\section*{Persistent random flight: the single-speed assumption}

\subsection*{1. The result and its conventions}

A molecule flies straight at speed $v$. Free times are exponential with mean $\tau=\lambda/v$. Each collision turns the direction $\mathbf n\to\mathbf n'$, axially symmetrically about $\mathbf n$, independently of earlier collisions, with $g=\langle\mathbf n\cdot\mathbf n'\rangle$. Averages are over the stationary ensemble. $T$ is a time throughout; the gas temperature is $T_g$.

The number of collisions in $(0,t)$ is Poisson with mean $t/\tau$, and each multiplies the mean direction by $g$:
\begin{equation}
C_0(t)=\langle\mathbf v(0)\cdot\mathbf v(t)\rangle
=v^2e^{-t/\tau}\sum_{j=0}^\infty\frac{(gt/\tau)^j}{j!}=v^2e^{-t/T},\qquad T=\frac{\tau}{1-g}.
\label{C0}
\end{equation}
With $M(t)\equiv\langle r^2\rangle=2\int_0^t(t-u)\,C(u)\,du$ and the transport length $\ell=\lambda/(1-g)=vT$,
\begin{equation}
M_0(t;v)=2v^2T\left[t-T\left(1-e^{-t/T}\right)\right]=2v\ell t-2\ell^2\left(1-e^{-vt/\ell}\right).
\label{M0}
\end{equation}
Limits: $v^2t^2$ for $t\ll T$, and $6Dt-2\ell^2$ for $t\gg T$, with $D=v\ell/3=v\lambda/[3(1-g)]$.

\subsection*{2. The medium}

Spheres of radius $\mathcal R$, centres Poisson-distributed with density $n$, overlap allowed. $\mathcal R$ is the collision radius for the molecular centre. Void fraction $p=\exp(-4\pi n\mathcal R^3/3)$. A segment of length $l$ from a random void point is free if no centre lies in an added volume $\pi\mathcal R^2l$, so its survival probability is $e^{-l/\lambda}$ with
\begin{equation}
\lambda=\frac{1}{\pi n\mathcal R^2}=\frac{4\mathcal R}{3\ln(1/p)}.
\label{lam}
\end{equation}
Wall model: diffuse (cosine-law) re-emission. Let $\mathbf N$ be the outward normal at impact. A uniform impact parameter gives $\mu=-\mathbf n\cdot\mathbf N$ the density $2\mu\,d\mu$ on $(0,1)$, mean $2/3$. The cosine law gives $\langle\mathbf n'\rangle=\tfrac23\mathbf N$. Hence
\begin{equation}
g=-\tfrac23\cdot\tfrac23=-\tfrac49,\qquad \ell=\tfrac{9}{13}\lambda,\qquad b\equiv\frac{-g}{1-g}=\tfrac{4}{13}.
\label{g}
\end{equation}
The constant $4/13$ is the one associated with Derjaguin in Knudsen flow. Specular spheres would give $g=1-2\langle\mu^2\rangle=0$.

\subsection*{3. Where the single speed enters}

It enters \eqref{C0} twice.
\begin{itemize}
\item Prefactor: $|\mathbf v(0)||\mathbf v(t)|=v^2$.
\item Clock: geometry makes the free \emph{length} exponential. The free \emph{time} $l/v$ is exponential with one rate only if $v$ is one number.
\end{itemize}
A gas has the Maxwell speed density $f(v)=(4/\sqrt\pi)\,v^2v_p^{-3}e^{-v^2/v_p^2}$, $v_p=(2k_BT_g/m)^{1/2}$. Moments, with $\langle\cdot\rangle$ over $f$:
\begin{equation}
\bar v=\frac{2v_p}{\sqrt\pi},\quad
\langle v^2\rangle=\frac{3\pi}{8}\bar v^2,\quad
\langle v^3\rangle=\frac{\pi}{2}\bar v^3,\quad
\langle v^{-1}\rangle=\frac{4}{\pi\bar v},\quad
\epsilon\equiv\frac{\sigma^2}{\bar v^2}=\frac{3\pi}{8}-1=0.178,
\label{mom}
\end{equation}
where $\sigma^2=\langle v^2\rangle-\bar v^2$. The expansion parameter is $\epsilon$. From here on $T=\ell/\bar v$, $x=t/T$, $M_0$ means \eqref{M0} at $v=\bar v$, and $\delta M=M-M_0$.

\subsection*{4. Many speeds: kinetic equation}

Keep $\lambda$ and $g$. At a collision the speed is kept with probability $1-\alpha$ and redrawn with probability $\alpha$ from the wall-flux density $\varphi(v)=vf(v)/\bar v$. In this model $\alpha$ is the translational energy accommodation coefficient. The density $f$ is stationary: loss $\alpha(v/\lambda)f$ equals gain $\alpha(\bar v/\lambda)\varphi$.

Define $h$ by $E[\mathbf v(t)\,|\,v,\mathbf n\ \text{at}\ t=0]=\mathbf n\,h(v,t)$. Conditioning on the first instant $dt$:
\begin{equation}
\partial_th=-\frac v\lambda h+\frac{v}{\lambda}g\left[(1-\alpha)h+\alpha\langle h\rangle_\varphi\right],\qquad h(v,0)=v.
\label{back}
\end{equation}
Laplace transform, with $\kappa=[1-g(1-\alpha)]/\lambda=(1-\alpha b)/\ell$ and $g\alpha/\lambda=-\alpha b/\ell$:
\begin{equation}
\hat h=\frac{v}{s+\kappa v}\left(1-\frac{\alpha b}{\ell}\langle\hat h\rangle_\varphi\right).
\end{equation}
Average over $\varphi$, solve for $\langle\hat h\rangle_\varphi$, and use $\hat C=\langle v\hat h\rangle=\bar v\langle\hat h\rangle_\varphi$:
\begin{equation}
\hat C(s)=\frac{\bar v}{1/A(s)+\alpha b/\ell},\qquad
A(s)=\left\langle\frac{v}{s+\kappa v}\right\rangle_{\!\varphi},\qquad
\hat M=\frac{2\hat C}{s^2}.
\label{Chat}
\end{equation}
This is exact within the model. One speed gives $1/A=\kappa+s/\bar v$ and $\hat C_0=\bar v^2/(s+1/T)$, which is \eqref{C0}.

\subsection*{5. What survives: slope and intercept}

Expand at small $s$, using $\langle v^{-1}\rangle_\varphi=1/\bar v$ and $\langle v^{-2}\rangle_\varphi=\langle v^{-1}\rangle/\bar v=4/(\pi\bar v^2)$:
\begin{equation}
\frac1A=\kappa+\frac{s}{\bar v}-\frac{s^2}{\kappa\bar v^2}\left(\frac4\pi-1\right)+O(s^3).
\label{small}
\end{equation}
The first two terms are those of the single-speed model. Since $\kappa+\alpha b/\ell=1/\ell$,
\begin{equation}
M\to 6Dt-2\ell^2,\qquad D=\frac{\bar v\lambda}{3(1-g)},\qquad\text{for every }\alpha.
\label{long}
\end{equation}
Reason for $D$: the path in space does not depend on speed, and the mean time per flight is $\lambda\langle v^{-1}\rangle_\varphi=\lambda/\bar v$. The speed in $D$ is therefore $\bar v$. The ballistic limit is $\langle v^2\rangle t^2=(1+\epsilon)\bar v^2t^2$. No single $v$ reproduces both ends. Choosing $v_{\rm rms}=\langle v^2\rangle^{1/2}$ in \eqref{M0} repairs short times and overstates $D$ by the factor $(3\pi/8)^{1/2}=1.085$.

The third term of \eqref{small} fixes the area under the correction, $\int_0^\infty\delta M\,dt=\lim_{s\to0}2(\hat C-\hat C_0)/s^2$:
\begin{equation}
\int_0^\infty\delta M\,dt=\frac{2(4/\pi-1)}{1-\alpha b}\,\ell^2T .
\label{area}
\end{equation}
The prefactor is $0.546$ for $\alpha=0$ and $0.789$ for $\alpha=1$.

\subsection*{6. First correction in the speed variance}

Write $A=\langle v^2/(s+\kappa v)\rangle/\bar v$ and expand about $\bar v$. The linear term averages to zero, and $\partial_v^2[v^2/(s+\kappa v)]=2s^2/(s+\kappa v)^3$. With $k=\kappa\bar v=(1-\alpha b)/T$:
\begin{equation}
A=A_0+\delta A,\qquad A_0=\frac{\bar v}{s+k},\qquad \delta A=\frac{\sigma^2s^2}{\bar v(s+k)^3}.
\end{equation}
From \eqref{Chat}, $\delta\hat C=\bar v\,\delta A/(1+\alpha bA_0/\ell)^2$, and $1+\alpha bA_0/\ell=(s+1/T)/(s+k)$. So
\begin{equation}
\delta\hat M^{(1)}=\frac{2\sigma^2}{(s+k)(s+1/T)^2}.
\end{equation}
Shift $u=s+1/T$, so that $s+k=u-\alpha b/T$, and invert:
\begin{equation}
\delta M^{(1)}(t)=2\epsilon\,\ell^2e^{-x}\,\frac{e^{\alpha bx}-1-\alpha bx}{(\alpha b)^2}
\ \xrightarrow{\ \alpha b\to0\ }\ \sigma^2t^2e^{-t/T}.
\label{first}
\end{equation}
Properties:
\begin{itemize}
\item Positive at all $t>0$. It starts as $\sigma^2t^2$, which turns $\bar v^2t^2$ into $\langle v^2\rangle t^2$ exactly.
\item It vanishes at long times, as \eqref{long} requires.
\item For $\alpha=0$ it equals $\tfrac12\sigma^2\partial_v^2M_0(t;v)$ at $\bar v$ and fixed $\ell$, and peaks at $x=2$.
\item For $g<0$ accommodation enlarges it. A fast flight that is back-scattered at the same speed retraces distance quickly; a redrawn speed weakens that cancellation. The late decay rate is $k<1/T$.
\item Its area is \eqref{area} with $\epsilon$ in place of $4/\pi-1=0.273$. The variance expansion underweights slow molecules, which dominate late times.
\end{itemize}

\subsection*{7. Tests against the unexpanded model}

\emph{Conserved speed, $\alpha=0$.} Average \eqref{M0} over $f$ at fixed $\ell$. The linear term gives $2\bar v\ell t$, so
\begin{equation}
\delta M=2\ell^2\left[\Phi-e^{-x}\right],\qquad
\Phi=\langle e^{-vt/\ell}\rangle=\frac{4}{\sqrt\pi}\int_0^\infty w^2e^{-w^2-2yw}\,dw,\qquad y=\frac{\sqrt\pi}{4}x .
\end{equation}
Two derivatives of $\int_0^\infty e^{-w^2-2yw}dw=\tfrac{\sqrt\pi}{2}e^{y^2}\operatorname{erfc}y$ give
\begin{equation}
\Phi=(1+2y^2)\,e^{y^2}\operatorname{erfc}y-\frac{2y}{\sqrt\pi}.
\label{Phi}
\end{equation}
Convexity of the exponential gives $\delta M\ge0$. At large $y$ only small $w$ contribute, $\Phi\to1/(\sqrt\pi y^3)$, and $\delta M\to128\,\ell^2/(\pi^2x^3)$. The approach to \eqref{long} is algebraic, not exponential.

\emph{Short times, any $\alpha$.} Expand \eqref{Chat} in $1/s$, with $\langle v^j\rangle_\varphi=\langle v^{j+1}\rangle/\bar v$:
\begin{equation}
\frac{M}{\ell^2}=\frac{3\pi}{8}x^2-\frac{x^3}{3}\left[\frac\pi2-\alpha b\left(\frac\pi2-\frac{9\pi^2}{64}\right)\right]+O(x^4).
\label{short}
\end{equation}
The bracket is $1.571-0.183\,\alpha b$. Equations \eqref{M0} and \eqref{first} give $1+3\epsilon-\epsilon\alpha b=1.534-0.178\,\alpha b$; one speed alone gives $1$. Carrying the $1/s$ series to ten terms for $\alpha=1$, with $\langle v^j\rangle=(2/\sqrt\pi)\Gamma\!\left(\tfrac{j+3}{2}\right)v_p^j$, and inverting term by term gives $M=0.806\,\ell^2$ at $x=1$.

\subsection*{8. Size: H$_2$ in a model silica aerogel}

Inputs: $m=2.016$ u, $T_g=300$ K, $p=0.95$, $\mathcal R=2.5$ nm, skeletal density about $2.2$ g\,cm$^{-3}$ (typical of amorphous silica). Bulk density: $0.11$ g\,cm$^{-3}$. The exposed area per volume is $4\pi n\mathcal R^2p=4p/\lambda$, or $5.3\times10^2$ m$^2$\,g$^{-1}$. The radius was chosen to put this area in the range typical of silica aerogels, roughly $500$ to $1000$ m$^2$\,g$^{-1}$.

Speeds: $\bar v=1775$, $v_{\rm rms}=1927$, $\sigma=749$ m\,s$^{-1}$. From \eqref{lam} and \eqref{g}: $\lambda=65.0$ nm, $\tau=\lambda/\bar v=36.6$ ps, $\ell=45.0$ nm, $T=25.3$ ps. The model's diffusivity within the void is $D=0.266$ cm$^2$\,s$^{-1}$; $v_{\rm rms}$ would give $0.289$.

Relative correction $\delta M/M_0$ in per cent:
\begin{center}
\begin{tabular}{ccccccc}
$x$ & $t$ (ps) & $M_0/\ell^2$ & \eqref{first}, $\alpha=0$ & \eqref{Phi}, $\alpha=0$ & \eqref{first}, $\alpha=1$\\ \hline
$0^+$ & 0 & 0 & 17.8 & 17.8 & 17.8\\
0.5 & 12.7 & 0.213 & 12.7 & 12.4 & 13.4\\
1 & 25.3 & 0.736 & 8.9 & 8.7 & 9.9\\
2 & 50.7 & 2.271 & 4.2 & 4.3 & 5.3\\
4 & 101 & 6.037 & 0.9 & 1.2 & 1.4
\end{tabular}
\end{center}
The unexpanded value for $\alpha=1$, $x=1$ is $9.5$. Readings:
\begin{itemize}
\item First order in $\epsilon$ is within half a percentage point of the unexpanded model wherever the two are compared above.
\item At $t=T$ the rms displacement rises from $38.6$ nm to $40.2$ nm ($\alpha=0$) or $40.4$ nm ($\alpha=1$). The value of $\alpha$ hardly matters.
\item For $\alpha=0$ the peak of \eqref{first} is $195$ nm$^2$ at $50.7$ ps, on $M_0=4.60\times10^3$ nm$^2$.
\item The lines $\langle v^2\rangle t^2$ and $6Dt$ cross at $2T/(1+\epsilon)=43.0$ ps instead of $2T=50.7$ ps.
\end{itemize}
The percentages depend only on $x$ and $\alpha b$. Mass, temperature and $\lambda$ set the scales $T$ and $\ell$.

\subsection*{9. Neglected terms that compete}

\begin{itemize}
\item \emph{Memory of the frozen medium.} After the first collision the molecule moves among spheres already hit and tubes already known to be empty. The small parameter is $\mathcal R/\lambda=\tfrac34\ln(1/p)=0.038$; the coefficient is not computed here. The $t^2$ term is untouched, but $D$ is affected. From $x\approx2$ on, this rivals the table entries.
\item \emph{Gas--gas collisions.} With a typical hard-sphere diameter $d\approx0.27$ nm, $\lambda_g=k_BT_g/(\sqrt2\pi d^2P)=9.6$ $\mu$m at 10 Torr, and $\ell/\lambda_g=0.5\,\%$. At 760 Torr, $\lambda_g=126$ nm and $\ell/\lambda_g=0.36$, larger than every entry. The table is a low-pressure result.
\item \emph{Dwell on the wall.} With approximate values $\tau_0=0.1$ ps and $E_a=45$ meV, $\tau_s=\tau_0e^{E_a/k_BT_g}\approx0.6$ ps, about $2\,\%$ of $\tau$ if every impact traps. This lowers $M$ at all times and matches the entries at $x=4$.
\item \emph{Wave effects.} Thermal wavelength $2\pi\hbar/(2\pi mk_BT_g)^{1/2}=0.071$ nm, far below $\mathcal R$.
\item \emph{Clustering.} Real aerogel is built of particle strands with voids of many sizes. For independent free lengths of any distribution, each flight adds $\langle l^2\rangle+2\langle l\rangle^2g/(1-g)$ to $M$ in a mean time $\langle l\rangle/\bar v$, so $D=\tfrac13\bar v\langle l\rangle\left[\langle l^2\rangle/(2\langle l\rangle^2)-b\right]$. Exponential lengths make the ratio $1$. A ratio of $1.10$ at fixed $\langle l\rangle$ raises $D$ by $14\,\%$. A clustered network has broader free lengths than Poisson spheres of equal porosity and area, so the model's $D$ is expected to lie low, plausibly by tens of per cent.
\end{itemize}
The digits in the table belong to the model defined by \eqref{back}. For the material the supported statement is coarser: at low pressure the speed spread raises $\langle r^2\rangle$ by about $18\,\%$ in the ballistic regime and about $9\,\%$ at $t=T$, falls below the geometric terms beyond about $2T$, and leaves $D$ unchanged once $v$ is read as $\bar v$.